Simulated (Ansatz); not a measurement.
## Ligand exchange: Sn(CH3)F3 + C3H7F → SnF4 + C4H10

Species: Sn(CH3)F3, singlet; C3H7F (2-fluoropropane) `CC(C)F`, singlet; SnF4 `[F][Sn]([F])([F])[F]`, singlet; C4H10 (isobutane) `CC(C)C`, singlet. The partners trade CH3 for F: Sn–CH3 and C–F bonds give way to Sn–F and C–CH3.

Shapes, held fixed at every level: PBE0-D4/def2-TZVP. Programs: Ansatz 0.2.0. The zero-point and thermal change to 298 K, harmonic and unscaled (PBE0-D4/def2-TZVP), is +2.3 kJ/mol.

```tsv
level	kind	ΔH(298 K) (kJ/mol)	less CCSD(T)/def2-TZVPP
HF/def2-TZVPP	Hartree–Fock	-26.5	+5.2
r2SCAN-D4/def2-TZVPP	meta-GGA	-28.9	+2.8
r2SCAN0-D4/def2-TZVPP	global hybrid	-26.8	+4.9
wB97X-V/def2-TZVPP	range-separated hybrid	-29.1	+2.6
B2PLYP/def2-TZVPP	double hybrid	-28.5	+3.2
MP2/def2-SVP	perturbation theory	-52.4	-20.7
CCSD/def2-SVP	coupled cluster or CI	-37.5	-5.8
CCSD(T)/def2-TZVPP	coupled cluster or CI	-31.7	0.0
```

The highest level, CCSD(T)/def2-TZVPP, gives ΔH(298 K) = -31.7 kJ/mol; the levels span -52.4 to -26.5. The column of differences is taken from that level and isn't an error. No measured value is set beside it here. For atoms past krypton def2 sets carry core potentials with scalar relativity. Correlated rows may include outer-core shells of Sn, which these sets cover unevenly.

The exchange is exothermic at every level, and moderately so at the highest, -31.7 kJ/mol. Fluorine moves from carbon to the more electropositive tin, where the bond is more polar, while the methyl group leaves a rather weak, diffuse Sn–C bond for a stronger C–C bond. The gain stays modest because the C–F bond given up is itself strong and strongly polar, so much of the benefit of forming Sn–F is cancelled.

Hartree–Fock already recovers most of the exothermicity, which suggests that the preference rests mainly on electrostatics and orbital overlap rather than on correlation. The two def2-SVP rows are the most exothermic, probably in part because so small a basis describes compact, electron-rich fluorine unevenly in its two bonding environments. Yet MP2 and CCSD differ widely in that same basis, so basis size alone can't explain the MP2 value.

The result concerns discrete SnF4 molecules and doesn't carry over to the bulk fluoride, a fluorine-bridged solid with six-coordinate tin.
